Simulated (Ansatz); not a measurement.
## A series in volume scale on HgTe

Results calculated with Ansatz 0.2.0, not measured. Free energy against uniform scaling of the volume at fixed shape and fractions; periodic cell, basis, potentials, k mesh and filling as listed.

The cell before it is scaled or strained (space group I-4m2, No. 119):
```
HgTe
1.0
     -3.0456     3.0456     1.5594
      3.0456    -3.0456     1.5594
      3.0456     3.0456    -1.5594
Hg Te
1 1
Direct
  0.25000 0.75000 0.50000
  0.00000 0.00000 0.00000
```

Settings of every row: functional PBEsol; dispersion none; potentials PAW; wave cutoff 500 eV; density cutoff 2000 eV; k mesh 8x8x8; k shift 0x0x0; occupations fermi dirac; smearing width 0.1 eV; spin none.

Limits: coarse k mesh, up to 40 meV an atom off; no spin-orbit coupling, which can matter with elements this heavy; the cell comes from a prototype or a list of computed structures and needn't be the stable phase.

```
row  volume scale  V (Å³/atom)  energy above lowest point (meV/atom)
  1           0.9       26.036                                   2.6
  2         0.925       26.759                                     0
  3          0.95       27.483                                     ?
  4         0.975       28.206                                  13.8
  5             1       28.929                                  28.3
  6         1.025       29.652                                  46.7
  7          1.05       30.375                                  68.3
  8         1.075       31.099                                  92.7
  9           1.1       31.822                                 119.3
```

Question: what energy above lowest point should row 3 give?

Worked fit of energy above lowest point. Take u = (V_r/V)^(2/3) − 1 with V_r = 29.291 Å³ an atom, which is twice the finite (Eulerian) strain; such expansions in the strain, on which the Birch-Murnaghan equation of state is built, carry the rest volume and the bulk modulus. The shown rows have u = 0.0817, 0.06213, 0.02548, 0.00832, -0.00813, -0.02394, -0.03914, -0.05375. Least squares give energy above lowest point = 37.04 − 1118.9 × u + 8004 × u² + 6518 × u³ meV/atom; a parabola predicts inner rows, each left out in turn, worse (root mean square 0.48 against 0.041 meV/atom). All shown rows lie on it to the printed digit. Its lowest point lies at u = 0.0648, or V = 26.66 Å³ an atom, and the curvature there gives the bulk modulus at fixed shape and fractions, B = (4/9)(1 + u)² E″(u)/V = 56.1 GPa. Letting shape and atoms relax would as a rule lower it, by much in layered, chain or molecular crystals. The withheld row has u = 0.04339, so the fit gives 37.04 − 1118.9 × (0.04339) + 8004 × (0.04339)² + 6518 × (0.04339)³ = 4.1 meV/atom.

The calculation gave 4.1 meV/atom. The fit meets it to the printed digit.
